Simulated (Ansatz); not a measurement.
## NbRu3C: changing the functional

```xyz
5
Lattice="4.0651 0.0000 0.0000 0.0000 4.0651 0.0000 0.0000 0.0000 4.0651" Properties=species:S:1:pos:R:3 pbc="T T T"
Ru    2.0326    2.0326    0.0000
Ru    2.0326    0.0000    2.0326
Ru    0.0000    2.0326    2.0326
Nb    0.0000    0.0000    0.0000
C     2.0326    2.0326    2.0326
```

The cell comes from a database or a generator and needn't be the stable form of this composition.

Kept alike: task projected density of states; k mesh 7 × 7 × 7; occupations fermi-dirac, width 0.05 eV; no spin polarisation. Program: Ansatz, Ansatz PAW. Cutoffs run from 420 to 500 eV. The mesh is that of the run's cell of 5 atoms. No spin-orbit coupling.

| functional | pressure (GPa) |
| --- | --- |
| BLYP | 8.17 |
| LDA | -16.86 |
| PBE | -3.37 |
| PBEsol | -11.81 |
| RPBE | 0.51 |
| r2SCAN | -7.52 |
| revPBE | -0.57 |

Pressure is positive in compression, with a Pulay correction for the finite cutoff. For a metal such a mesh leaves the last digits unconverged. All rows use potentials made for PBE.

What does the functional change here?

The pressure runs from -16.86 (LDA) to 8.17 GPa (BLYP). From PBE: BLYP +11.54; LDA -13.49; PBEsol -8.44; RPBE +3.88; r2SCAN -4.15; revPBE +2.80. A positive pressure means that the functional's own cell is larger than the one given, a negative one that it is smaller.

At this fixed cell the pressure rises in the order LDA, PBEsol, r2SCAN, PBE, revPBE, RPBE, BLYP. LDA overbinds the Ru-C and metal-metal bonds. Gradient corrections favour the more inhomogeneous density of an expanded lattice, and so push outwards. PBEsol softens this correction to suit dense solids, whereas revPBE and RPBE strengthen the exchange enhancement beyond that of PBE. BLYP stands furthest out, probably because its correlation part doesn't recover the uniform electron gas, a poor starting point for delocalised metallic d electrons.

The near-zero pressures of RPBE and revPBE show only that the given cell lies close to their own equilibrium, not that they describe the compound best. PBE tends to overestimate the lattice constants of 4d metals, yet here it already favours contraction, which suggests that the supplied cell is somewhat expanded relative to the real equilibrium volume. Turning the pressure shifts into differences in lattice constant would also require the compressibility.
